## Where the gap of SnTe comes from

Tin telluride crystallises like rock salt: each tin atom has six tellurium neighbours, two along each cube axis, and each tellurium atom has six tin neighbours. An electron wave in such a crystal is labelled by its wave vector $k$, which fixes how the phase of the wave changes from atom to atom. The table follows five bands through the special points of $k$-space. Band v1 is the highest filled band, v2 and v3 lie below it, and c1 and c2 are the first two empty ones. The energies come from a density functional calculation without spin-orbit coupling and are counted from the Fermi level.

Kohn-Sham bands of rock-salt SnTe in the unrelaxed 2-atom cell, from Ansatz 0.2.0 with PBE, PAW plane waves up to 420 eV, scalar-relativistic and without spin polarisation. The density uses a Gamma-centred 9x9x9 k-mesh and Fermi-Dirac smearing of 0.1 eV. Band v1 is the highest one filled at some mesh point; energies are taken at the path point nearest each listed k-point.

```
k-point  coordinates (reciprocal vectors of the computed cell, not always the standard one)  band v3 (eV from the Fermi level)  band v2 (eV from the Fermi level)  band v1 (eV from the Fermi level)  band c1 (eV from the Fermi level)  band c2 (eV from the Fermi level)  c1 less v1 (eV)
  Gamma                                                                               0 0 0                              -2.20                              -2.20                              -2.20                               3.35                               3.35             5.55
      X                                                                           0.5 0 0.5                              -5.68                              -3.82                              -3.82                               2.11                               4.96             5.93
      U                                                                    0.625 0.25 0.625                              -5.28                              -3.32                              -2.76                               3.03                               3.08             5.79
      K                                                                    0.375 0.375 0.75                              -5.28                              -3.32                              -2.76                               3.03                               3.08             5.79
      L                                                                         0.5 0.5 0.5                              -1.86                              -1.86                              -0.02                               0.11                               0.33             0.13
      W                                                                       0.5 0.25 0.75                              -4.92                              -4.92                              -0.85                               0.83                               4.61             1.68
```

The three upper filled bands are built mainly from the 5p orbitals of tellurium, and the lowest empty ones largely from the 5p orbitals of tin. The orbital populations of the run agree roughly: 4.266 p electrons on tellurium against 2.009 on tin, so tin still supplies about a third. The assignment describes the bands as a whole and need not hold at every single $k$. The points U and K are one and the same point in two descriptions, so their equal energies count once.

### 1. At which point are filled and empty bands closest, and is the gap direct?

They are closest at L, where c1 lies only 0.13 eV above v1. At W the distance is 1.68 eV, and at all other points it exceeds 5 eV.

A gap is direct if the highest filled and the lowest empty level occur at the same $k$. Among the points of the table both occur at L, so the gap is direct there. An electron that went from v1 at L to c1 at W, the next lowest place, would need 0.85 eV. This holds for the sampled points only. Between them the two bands can come closer still, and question 4 gives a reason to expect that they touch near L.

### 2. Why is the distance so much smaller at L than at Gamma?

When p orbitals of tellurium and tin couple, they form a bonding level, which moves down, and an antibonding level, which moves up. The stronger the coupling, the wider the two are apart. The question is therefore how strongly the orbitals couple at each $k$.

Take a tin p orbital that points along $x$. It meets one tellurium p orbital head-on at the distance $a/2$ to the right and another at $a/2$ to the left, where $a$ is the edge of the cube. Each contact contributes the same strength $t$, but the wave gives the two neighbours the phases $e^{ik_xa/2}$ and $e^{-ik_xa/2}$. The sum is

$$t\left(e^{ik_xa/2}+e^{-ik_xa/2}\right)=2t\cos(k_xa/2).$$

At Gamma the wave has the same phase everywhere, the cosine is 1, and both neighbours help. At L each component of $k$ equals $\pi/a$, and the cosine is zero along all three axes. What the orbital gains from the neighbour on the right it loses to the one on the left. The atoms are as close as ever, yet for this wave the p orbitals of tin and tellurium don't bond at all.

This takes away most of the 5.55 eV found at Gamma, but it shouldn't take away everything. Tellurium attracts its p electrons more strongly than tin does, so even uncoupled p levels of the two elements lie apart. The table hints at that remainder: at L the bands v2 and v3 lie together at -1.86 eV, 2.19 eV below c2, which is expected to be their tin counterpart. Something else must carry the third tellurium level out of their company.

### 3. What lifts one level at L above the other two?

Tin has a filled 5s shell below these bands. An s orbital has the same sign on all sides, whereas a p orbital changes sign from one lobe to the other. The contributions of the right and left neighbours therefore enter with opposite signs, and their sum follows $\sin(k_xa/2)$ instead of the cosine. The s–p coupling is zero at Gamma and at X and has its full strength at L, exactly where the p–p coupling dies.

The tin s orbital can't couple to three tellurium p orbitals separately. It picks the one combination in which all three act together and leaves the other two combinations alone. Because the s level lies lower, it pushes the chosen combination up. Theory thus predicts one raised level above a pair that the tin s orbital leaves alone. The table has the pair in v2 and v3 and two candidates for the raised level: v1, 1.84 eV above the pair, and c1, 1.97 eV above it.

On the tellurium side two causes work at the same $k$. The p–p bonding that would hold the filled levels down is switched off, and the s–p coupling that drives one of them up is switched on. A third cause works on the tin side: at L the p orbitals of neighbouring tin atoms bond with each other in the combination where all three act together, which pulls one tin level below the other two. One tellurium level rises, one tin level sinks, and they meet near the Fermi level. The energies alone don't tell which of them is v1. In SnTe they are expected to have passed each other, the more so in this cell, which is under 2.85 GPa of compression, so that v1 is the tin level and c1 the raised tellurium level.

### 4. Why does W lie between the extremes?

At W the cosine vanishes along one cube axis only. Along the other two it has its full size. One of the three p directions should therefore be left without bonding while the other two are bonded strongly.

The filled bands show this division. Bands v2 and v3 lie together at -4.92 eV, deep among the bonding levels, while v1 stays behind at -0.85 eV. The point behaves like L in one direction and like Gamma or X in the two others.

Why, then, isn't the gap at W as small as at L? At W the tin s orbital couples to a single p orbital, at L to three acting together, so the upward push is weaker. Accordingly v1 at W lies above the untouched pair of L but below the fully raised level there. The tin level moves the other way, because the head-on tin–tin bonding that lowers it at L cancels for the lone p direction at W. So at W the ordinary order is expected, tellurium level filled and tin level empty. If the order at L is the exchanged one, the two levels must pass each other between W and L. On that line they differ in symmetry and can't repel without spin-orbit coupling, so v1 and c1 are expected to touch close to L, at a place the table doesn't sample.

### 5. Head-on coupling is complete at both Gamma and X. Why do their filled levels differ?

At Gamma the three filled levels coincide, because the three cube axes are equivalent for a wave without direction. At X the wave runs along one axis. The p orbital along that axis is now a special case, and the levels split into a pair and a single one.

The order follows from the sideways contacts. A p orbital along $x$ also touches its neighbours along $y$ and $z$, flank to flank, with a smaller strength $t'$ of opposite sign. Adding all six contacts with their phases gives these total couplings:

- Gamma, all three orbitals: $2t-4t'$, since the sideways contacts work against the head-on ones.
- X, the two orbitals across the wave: $2t$, since their sideways contacts cancel.
- X, the orbital along the wave: $2t+4t'$ in size, since the phase change of the wave makes both kinds of contact work together.

The coupling grows in two equal steps. If the bonding level sinks in proportion, the energies should do the same. From Gamma to the pair at X the level falls from -2.20 to -3.82 eV, a step of 1.62 eV. A second step of this size would put the single level at $-3.82-1.62=-5.44$ eV.

The calculation gives -5.68 eV, so the estimate misses the second step by 0.24 eV, or about an eighth of it. No constant was adjusted, but two of the three levels served as input and only the third is predicted. The agreement supports the pattern rather than one particular cause, because direct head-on coupling between neighbouring tellurium atoms, with its sideways part neglected, would also produce two equal steps.

The empty bands at X hold a trap. The antibonding levels should mirror the bonding ones about the same centre as at Gamma, which puts the partner of the pair at $-2.20+3.35+3.82=4.97$ eV. That is c2, at 4.96 eV. Band c1, 2.85 eV lower, has no place in the p picture; in rock-salt crystals a d-like band is expected to come down at X. The distance from v1 to c1 at X is therefore not the splitting of one bonding and antibonding partner, and the near equality with Gamma shouldn't be read as equal bond strength.

### 6. What would change with another mesh of $k$-points?

The electron density was computed on a regular mesh with nine divisions along each reciprocal axis. If the gap is read from the points of that mesh, it comes out as 0.52 eV, four times the value at L. Nothing is wrong with the bands; the mesh simply steps over the place that matters.

One of the equivalent L points lies halfway along a reciprocal axis. Nine divisions offer the fractions $4/9$ and $5/9$ but never $1/2$. Between the nearest mesh point and L, v1 still rises by 0.18 eV and c1 falls by 0.22 eV. The steepness has the cause described above: as soon as $k$ leaves L, the cosines are no longer zero and the p orbitals begin to bond.

Ten divisions, starting from Gamma, would include L, and the gap read from the mesh would drop to about the value in the table. For practical work the lesson is that a mesh gap is an upper bound. The value at the special point is an upper bound too. Where the separation there is small and the levels may be exchanged, as here, the bands should be followed closely along the lines that leave the point.

### 7. Which digits of the gap can be trusted?

Rounding alone makes the 0.13 eV uncertain by up to 0.01 eV, or 8 % of its value. The physics left out of the calculation weighs far more. Tellurium and tin are heavy atoms, and spin-orbit coupling can shift this gap by tenths of an electronvolt, more than the whole gap.

The sign matters more than the digits. Rock-salt SnTe is known to have an inverted gap at L, which means that the states at the two edges have exchanged their characters compared with an ordinary semiconductor such as PbTe. The exchange is driven by the s–p push of question 3 and is expected even without spin-orbit coupling. The 0.13 eV then measures how far the two levels have passed each other, and it is spin-orbit coupling that opens a true gap where the bands cross beside L. The table holds no orbital characters at L, so it can't confirm the order itself. The gap also reacts to the length of the bonds, and the cell was not relaxed. Finally, these are Kohn-Sham bands from PBE, and their distance isn't the same thing as a measured gap, even with spin-orbit coupling included.

What can be trusted is the large contrast. A correction of a few tenths of an electronvolt doesn't remove a difference of more than 5 eV between Gamma and L, nor the lift of nearly 2 eV at L. "In this calculation the filled and empty bands of SnTe nearly meet at L and may touch beside it" is a sound reading of the table; "SnTe has a gap of 0.13 eV" is not.
